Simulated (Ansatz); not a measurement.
## HfC2: the change of energy above given cell and pressure with volume ratio

All results are calculated (Ansatz 0.2.0). Plane-wave density functional theory, PAW datasets, Gaussian smearing 0.05 eV: equation of state, the given cell scaled in volume with shape and atoms relaxed at each volume.

The cell before it is scaled or strained (space group I4/mmm, No. 139):
```
CELL_PARAMETERS angstrom
-1.65730 1.65730 2.92280
1.65730 -1.65730 2.92280
1.65730 1.65730 -2.92280
ATOMIC_POSITIONS crystal
Hf 0.00000 0.00000 0.00000
C 0.38550 0.38550 0.00000
C 0.61450 0.61450 0.00000
```

Settings of every row: paw set soft_2; functional PBEsol; spin treatment none; moment partition spheres; spin axis none; wave cutoff 420 eV; k mesh 12x12x12; symmetry use detected.

Atom hubbard u: 0 on all atoms.

Limits: no spin-orbit coupling, which can matter with elements this heavy; the cell comes from a prototype or a list of computed structures and needn't be the stable phase.

| row | volume ratio | V (Å³/atom) | energy above given cell (meV per atom) | pressure (GPa) |
| --- | --- | --- | --- | --- |
| 1 | 0.96 | 10.276 | 11.75 | 9.168 |
| 2 | 0.98 | 10.49 | 2.83 | 4.335 |
| 3 | 1 | 10.704 | 0 | -0.001 |
| 4 | 1.02 | 10.918 | ? | ? |
| 5 | 1.04 | 11.132 | 10.2 | -7.297 |

Question: what energy above given cell and pressure should row 4 give?

Worked fit of energy above given cell. Take u = (V_r/V)^(2/3) − 1 with V_r = 10.597 Å³ an atom, which is twice the finite (Eulerian) strain; such expansions in the strain, on which the Birch-Murnaghan equation of state is built, carry the rest volume and the bulk modulus. The shown rows have u = 0.02072, 0.00679, -0.00668, -0.0323. Least squares give energy above given cell = 0.697 + 209.87 × u + 15607.9 × u² meV per atom; a straight line predicts inner rows, each left out in turn, worse (root mean square 6.9 against 0.023 meV per atom). The rows lie off it by 0.00, -0.01, 0.01, 0.00. Its lowest point lies at u = -0.0067, or V = 10.7 Å³ an atom, and the curvature there gives the bulk modulus with shape and atoms relaxed, B = (4/9)(1 + u)² E″(u)/V = 205 GPa. The withheld row has u = -0.0197, so the fit gives 0.697 + 209.87 × (-0.0197) + 15607.9 × (-0.0197)² = 2.62 meV per atom.

The calculation gave 2.64 meV per atom. The fit lies 0.02 meV per atom (0.17 % of the column's range) below it; its largest miss of a shown row is 0.01 meV per atom.

Worked fit of pressure. Take u = (V_r/V)^(2/3) − 1 with V_r = 10.597 Å³ an atom, which is twice the finite (Eulerian) strain; such expansions in the strain, on which the Birch-Murnaghan equation of state is built, carry the rest volume and the bulk modulus. The shown rows have u = 0.02072, 0.00679, -0.00668, -0.0323. Least squares give pressure = 2.1065 + 321.428 × u + 937.67 × u² GPa; a straight line predicts inner rows, each left out in turn, worse (root mean square 0.41 against 0.0057 GPa). The rows lie off it by -0.001, 0.003, -0.002, 0.000. The pressure vanishes at u = -0.0067, or V = 10.7 Å³ an atom, and there the bulk modulus with shape and atoms relaxed is B = −V dP/dV = (2/3)(1 + u) dP/du = 205 GPa. The withheld row has u = -0.0197, so the fit gives 2.1065 + 321.428 × (-0.0197) + 937.67 × (-0.0197)² = -3.862 GPa.

The calculation gave -3.867 GPa. The fit lies 0.005 GPa (0.03 % of the column's range) above it; its largest miss of a shown row is 0.003 GPa.
